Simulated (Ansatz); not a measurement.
**A substitution series on Si: Cl to I**

On one Si centre, n of the Cl ligands are replaced by I. The atomisation energy (no zero-point term) y in kJ/mol at CCSD(T)/def2-TZVPP. Shapes, held fixed at every level: PBE0-D4/def2-TZVP. Programs: Ansatz 0.2.0.

| molecule | n | y (kJ/mol) |
| --- | --- | --- |
| SiCl4 | 0 | 1546 |
| SiICl3 | 1 | 1419 |
| SiI2Cl2 | 2 | ? |
| SiI4 | 4 | 1057 |

**Question.** Fit y = c + s·n to the known rows and predict SiI2Cl2.

**Answer.** 
1. Means of the 3 rows: n = 1.66667, y = 1340.7.
2. Σ(Δn)² = 8.6667, Σ(Δn·Δy) = -1056.3, so the slope is -1056.3/8.6667 = -121.88.
3. Intercept: 1340.7 − (-121.88) × 1.66667 = 1543.8. The largest residual of the fit is 2.9.
4. SiI2Cl2: 1543.8 + (-121.88) × 2 = 1300 kJ/mol.

The run gave 1295 kJ/mol, so the prediction is off by +5 kJ/mol, more than the scatter of the fit. The steps are nearly additive. The slope is the difference between a Si–I and a Si–Cl bond. Other levels give for SiI2Cl2: HF/def2-TZVPP 934; B3LYP-D4/def2-TZVPP 1318; MP2/def2-TZVPP 1396 kJ/mol. Spin-orbit coupling of the free atoms (Cl 4, I 30 kJ/mol each; the atoms kept shift only the intercept) is left out. For atoms past krypton def2 sets carry core potentials with scalar relativity. Correlated rows may include outer-core shells of I, which these sets cover unevenly.

Replacing Cl by I lowers the atomisation energy at every step because the Si–I bond is weaker. The diffuse 5p orbital of iodine overlaps less well with the silicon valence orbitals than chlorine 3p does, and the smaller electronegativity difference removes much of the ionic contribution. The loss per substitution shrinks slightly as iodine accumulates, so the computed SiI2Cl2 value falls below the line. Growing crowding between iodine atoms would bend the series the other way, so it does not dominate the deviation. More probably, the chlorines reinforce one another's polar bonds through the positive charge they leave on silicon, making the first replacement the most costly. Spin-orbit stabilisation of the free atoms would make the slope steeper, since it is larger for iodine, but would leave this curvature unchanged. The very low Hartree–Fock value probably reflects the missing correlation of the electron pairs formed on bonding. The slope compares average bond contributions and does not give the energy for breaking a single Si–I or Si–Cl bond.
